## How much of a band gap is basis set?

A plane-wave calculation builds each orbital from waves up to a chosen kinetic energy, the cutoff. A higher cutoff admits shorter waves, so the orbital can bend more sharply near an atom. In the table one crystal, indium phosphide, is computed again and again with only this number changed, along with the matching cutoff for the electron density. The column "basis" gives the cutoff. "Gap" is the distance from the highest occupied to the lowest empty level anywhere on the k mesh, and "direct gap" is the smallest such distance at a single k point.

Zinc-blende InP (two-atom cell, geometry as given) in Quantum ESPRESSO: DFT with PBE and PseudoDojo 0.4.1 SR PBE standard pseudopotentials, without spin polarisation or spin–orbit coupling. The k mesh is listed as 4x4x4, and as 8x8x8 for the self-consistent step. Basis is the plane-wave cutoff for the orbitals; the density cutoff is about four times as high.

```tsv
basis	gap (eV)	direct gap (eV)
435 eV	0.575	0.575
517 eV	0.676	0.676
667 eV	0.708	0.708
816 eV	0.711	0.711
952 eV	0.711	0.711
1143 eV	0.711	0.711
```

### 1. Does the gap depend on the cutoff, and is that a property of InP?

It does depend on it, up to a point. The smallest basis gives 0.575 eV and the three largest all give 0.711 eV. Crystal, pseudopotentials and electronic state are the same in every row, so the whole rise belongs to the setting. The gap also stays direct throughout, with both edges at the zone centre, so no row compares different points of the band structure.

A gap of 0.575 eV from one calculation and 0.711 eV from another could easily be read as the effect of strain or alloying. Here it is the effect of the cutoffs in an input file. A small difference between two materials is therefore safe only when the part of the basis error that they don't share is smaller still.

### 2. Which band edge is wrong in the small basis?

Both are, but the valence top more so. At 435 eV it lies 100 meV higher than in the largest basis, while the conduction edge lies 36 meV lower. The two shifts close the gap from both sides, and about three quarters of the error comes from the valence top.

That division depends on the zero from which levels are counted, which is tied to the average potential in the crystal. Distances between levels are free of this doubt. At 435 eV the valence top is 70 meV too far above a lower valence level, and it is too close to the two empty levels above it, by 136 and 97 meV. Seen from any of the three, it is too high.

### 3. Shouldn't a larger basis lower every level?

It should if the electrons moved in a fixed potential. Adding waves to a basis only gives each orbital more freedom, and by the variational principle no level can then rise. The valence top obeys this rule and falls as the cutoff grows. The conduction edge breaks it, for it climbs by 37 meV between 435 and 667 eV.

The potential must therefore have changed as well. In a self-consistent calculation the occupied orbitals make the density, and the density makes much of the potential felt by all orbitals, empty ones included. A poor basis thus does harm twice: it describes each orbital badly, and it lets all of them move in a slightly wrong potential.

### 4. Why should the valence top suffer most?

The likely culprit is the 4d shell of indium, which is treated here among the valence electrons. It is far more compact than the bonding s and p orbitals, so it needs the shortest waves. With too few of them the d electrons cannot contract properly, and the shell is expected to come out too wide.

This matters at the valence top because of symmetry. In the tetrahedral surroundings of the zinc-blende crystal, part of the d shell has the same symmetry as the phosphorus 3p states that form the valence top. The two mix and repel each other. For a weak coupling V between a p level at E_p and a deeper d level at E_d,

E_top ≈ E_p + V²/(E_p − E_d).

A d shell that is too wide reaches further towards the phosphorus atoms. This should raise V, which enters squared, and push the p level up too far. The denominator matters less: the 4d levels lie more than 11 eV below the valence top, so even an error of half an eV in E_d would change the repulsion by less than 5 %. The conduction edge at the zone centre is s-like, and symmetry forbids it to mix with the d shell in this way.

The repulsion itself is well established. That it causes most of the present error is an inference. The phosphorus 3p states may lack short waves of their own, which would raise E_p directly, and the changed potential of question 3 may also push the valence top up. The table can't tell these causes apart. The same series with the 4d shell frozen into the core would show whether the shell is to blame at all. The low conduction edge may have the same origin, though this is only a guess: a d shell that is too diffuse screens the indium nucleus less well, and the s-like state is drawn down.

### 5. Can two poor calculations predict a better one?

Not on their own, because their errors can only be counted from a converged gap. With that gap taken from the largest basis, the two errors do give a rough estimate of the error at the next cutoff, if one knows how the discarded waves die out. Suppose that the short-wave part of an orbital falls off as a Gaussian in the wavevector k. The kinetic energy grows as k², so the discarded part, and with it the gap error δ, should fall exponentially with the cutoff E:

δ(E) ∝ exp(−E/E₀),

where E₀ is a constant that sets the pace. The errors of the two smallest bases, taken relative to the largest one, are 136 and 35 meV. They fix the pace at a factor of 5.2 for every 100 eV of cutoff.

The next row lies 667 − 517 = 150 eV further on, so the error should shrink by 5.2^1.5 ≈ 12. That leaves 35/12 ≈ 3 meV. The computed error is 3.3 meV, and this row had no part in setting the pace. A slower tail, exponential in k itself, predicts 3.8 meV from the same two rows, so the test doesn't decide between the two shapes.

One step later both forms fail. At 816 eV they predict a few tenths of a meV, but the gap is already within 0.03 meV of its final value. It even lies slightly above that value, whereas a simple decay never changes sign. The gap error is the difference between the errors of two levels, and once these are nearly equal it need not shrink smoothly. The output printed after the text sets both forms beside the computed errors.

### 6. What if the 4d shell were frozen, or indium replaced by aluminium?

Freezing the 4d electrons into the core would remove the most compact orbitals from the basis problem, and a lower cutoff should suffice. It would also remove the repulsion between d and p levels, which is real physics. The valence top should then sink and the gap settle at a larger value. The calculation would converge sooner, but to a different answer.

Aluminium has no filled d shell, so there the saving would come without this loss. Aluminium phosphide has an indirect gap, though, so the two gap columns would no longer agree. The rule for a neighbouring compound follows from the same reasoning: look for the most compact shell treated as valence, then ask whether symmetry lets it mix with a band edge. The first point suggests how high the cutoff must go, and the second which edge is likely to suffer more.

### 7. Which digits of 0.711 eV can be trusted?

As the answer of this functional with these potentials and this k mesh, all three digits are settled with respect to the cutoff. For this gap nothing is gained beyond 816 eV: the basis at 1143 eV holds about 1.7 times as many plane waves and returns the same number. The k mesh is less certain. The outputs list 8x8x8 for the self-consistent step, which shapes the potential. The mesh contains the zone centre and so doesn't miss the band edges, and it is the same in all rows, but its effect on the potential is untested here.

As a statement about real InP, even the first digit is wrong. The measured gap is roughly 1.4 eV, a recalled value, and the converged result is only about half of that. Most of the shortfall is the familiar failure of semilocal functionals, whose gap between orbital energies lacks part of the cost of adding an electron to the crystal. More plane waves cannot supply it.

Spin–orbit coupling, left out here, would split the valence top and lower the gap by roughly another 0.04 eV, again a recalled value. This sets a trap in the 517 eV row. Its basis error has nearly the same size and the same direction, so its 0.676 eV looks like a converged result with spin–orbit coupling included. The agreement would vanish at the next higher cutoff. A number can be close to the right one for a wrong reason, and when that reason is the basis, one more run at a higher cutoff reveals it.

Numerical output:

```
Errors against the largest basis in meV:
      row  gap too small by  valence top too high by  conduction edge too high by
   435 eV             136.1                    99.81                        -36.3
   517 eV             35.37                    27.51                       -7.862
   667 eV             3.343                    4.357                        1.014
   816 eV             -0.03                    0.293                        0.323
   952 eV            -0.017                    0.006                        0.023
  1143 eV                 0                        0                            0
Valence top too high in meV when measured from another level:
      row  from lower valence level  from lowest empty level  from second empty level
   435 eV                        70                    136.1                       97
   517 eV                        14                    35.37                       24
   667 eV                         2                    3.343                        2
   816 eV                         0                    -0.03                        0
   952 eV                         0                   -0.017                        0
  1143 eV                         0                        0                        0
Gap error in meV by two tail models:
      row  Gaussian tail  exponential tail  computed
   435 eV          136.1             136.1     136.1
   517 eV          35.37             35.37     35.37
   667 eV           2.99             3.847     3.343
   816 eV         0.2528            0.5309     -0.03
   952 eV        0.02675            0.1022    -0.017
  1143 eV       0.001153           0.01226         0
Gap error of the smallest basis in percent of the converged gap: 19.13
Gap error at 517 eV in percent of the converged gap: 4.972
Gap error at 667 eV in percent of the converged gap: 0.47
Share of the valence top in the gap error at 435 eV in percent: 73.33
Factor by which the gap error falls per 100 eV of cutoff between 435 and 517 eV: 5.211
Spread of the gap over the last three rows in meV: 0.03
Spread of the valence top over the last three rows in meV: 0.293
Number of plane waves at 1143 eV over that at 816 eV: 1.657
Converged gap below a rough recalled measured gap of 1.4 eV in eV: 0.6887
Gap error at 435 eV over a rough recalled spin-orbit lowering of 0.04 eV: 3.403
```
